# Worked problem: quantum capacitance of a gated metallic nanotube

## Problem

A long metallic (10,10) carbon nanotube is in equilibrium with grounded contacts at $T=300$ K. Inputs, all assumed or typical: $v=8\times10^{5}$ m/s, $d=2r=1.36$ nm, $\kappa(\mathrm{HfO_2})=20$, $\kappa(\mathrm{SiO_2})=3.9$.

- Gate A: coaxial metal over $t=3$ nm of HfO$_2$ that starts at radius $r$.
- Gate B: metal plane $H=100$ nm below the axis, tube fully buried in SiO$_2$.
- Gate A′: as A, with an assumed gap $\delta=0.2$ nm, $\kappa=1$, between tube and oxide.

Find $C_Q$ per length. For $V_G=0.4$ V above charge neutrality, find the gate efficiency, $\mu$ and the carrier density.

## Why the formula holds

Measure $E$ and $\mu$ from the band crossing, let $n$ be electrons minus holes per length, $q>0$ the elementary charge and $f$ the Fermi function. For rigid single-particle bands with density of states $g(E)$,

$$C_Q=q^2\frac{dn}{d\mu}=q^2\int g(E)\left(-\frac{\partial f}{\partial E}\right)dE .$$

A one-dimensional branch holds $dk/2\pi$ states per length, so with $|dE/dk|=\hbar v$ it contributes $1/(hv)$. Two spins, two valleys and two directions give eight branches at every energy. Since $g$ is constant and $-\partial f/\partial E$ has unit area,

$$g=\frac{8}{hv},\qquad n=g\mu,\qquad C_Q=\frac{8q^2}{hv},$$

independent of $\mu$ and $T$ until the next subbands fill.

The same integral gives $C_Q$ per area for sheets. Graphene, with $g=2|E|/(\pi\hbar^2v^2)$, has $\frac{2q^2k_BT}{\pi\hbar^2v^2}\ln[2(1+\cosh(\mu/k_BT))]$. A parabolic band of mass $m$, edge $E_c$ and spin and valley degeneracies $g_s$, $g_v$ has $\frac{g_sg_vmq^2}{2\pi\hbar^2}f(E_c)$.

The gate voltage divides between the dielectric drop and the band shift, $V_G=qn/C_{ox}+\mu/q$. Without traps or fringe coupling to the contacts,

$$\eta=\frac{d\mu}{q\,dV_G}=\frac{C_{ox}}{C_{ox}+C_Q},\qquad C_{tot}=q\frac{dn}{dV_G}=\frac{C_{ox}C_Q}{C_{ox}+C_Q}.$$

## Numbers

**Tube.** $hv=3.309$ eV nm, so $g=2.418$ eV$^{-1}$nm$^{-1}$ and $C_Q=q^2g=3.87\times10^{-10}$ F/m $=387$ aF/µm.

**Gates.** The tube is treated as a conducting cylinder of radius $r=0.68$ nm, and $2\pi\varepsilon_0=55.63$ aF/µm.

$$C_{ox}^{A}=\frac{2\pi\varepsilon_0\kappa}{\ln[(r+t)/r]}=\frac{55.63\times20}{1.689}\ \text{aF/µm}=659\ \text{aF/µm}$$

$$C_{ox}^{B}=\frac{2\pi\varepsilon_0\kappa}{\operatorname{arcosh}(H/r)}=\frac{55.63\times3.9}{5.684}\ \text{aF/µm}=38.2\ \text{aF/µm}$$

For A′ the gap (0.68 to 0.88 nm) gives $55.63/0.258=216$ aF/µm and the oxide (0.88 to 3.88 nm) gives $55.63\times20/1.484=750$ aF/µm. In series they make 168 aF/µm.

All capacitances are constant, so $\mu=\eta\,qV_G$ and $n=C_{tot}V_G/q$.

| Gate | $C_{ox}$ (aF/µm) | $\eta$ | $C_{tot}$ (aF/µm) | $\mu$ (eV) | $n$ (µm$^{-1}$) |
|---|---|---|---|---|---|
| A | 659 | 0.63 | 244 | 0.25 | $6.1\times10^{2}$ |
| A′ | 168 | 0.30 | 117 | 0.12 | $2.9\times10^{2}$ |
| B | 38.2 | 0.090 | 35 | 0.036 | 87 |

**Is one subband enough?** The circumference $\pi d$ quantises the transverse wavevector in steps of $2/d$. The next subbands, two per valley, start at $E_1=2\hbar v/d=2(0.5266\ \text{eV nm})/(1.36\ \text{nm})=0.77$ eV and add $2|E|/\sqrt{E^2-E_1^2}$ times $g$ for $|E|>E_1$. At $\mu=0.25$ eV and $k_BT=0.0259$ eV their thermally weighted share of $C_Q$ is below $10^{-7}$.

## Reading the result

These are the model's numbers. $C_Q$ scales as $1/v$, so it is only as good as the assumed velocity. The interface matters more: the assumed gap roughly halves $\eta$ of the coaxial gate, because its capacitance is smaller than both the oxide's and $C_Q$. Do not quote $\eta$ for a thin high-$\kappa$ stack without stating the interface. For gate B the same gap only lowers $C_{ox}$ to about 34 aF/µm.

Gate B is oxide-limited, with $C_{tot}$ close to $C_{ox}$ and the bands barely moving. Gate A puts most of the voltage into $\mu$, and $C_{tot}$ can never exceed $C_Q$. Even $\eta\to1$ would not switch this tube off, because the number of conducting branches stays fixed for $|\mu|<E_1$. In a gapped channel $C_Q$ collapses below threshold, which drives $\eta$ towards 1 where a steep turn-on needs it.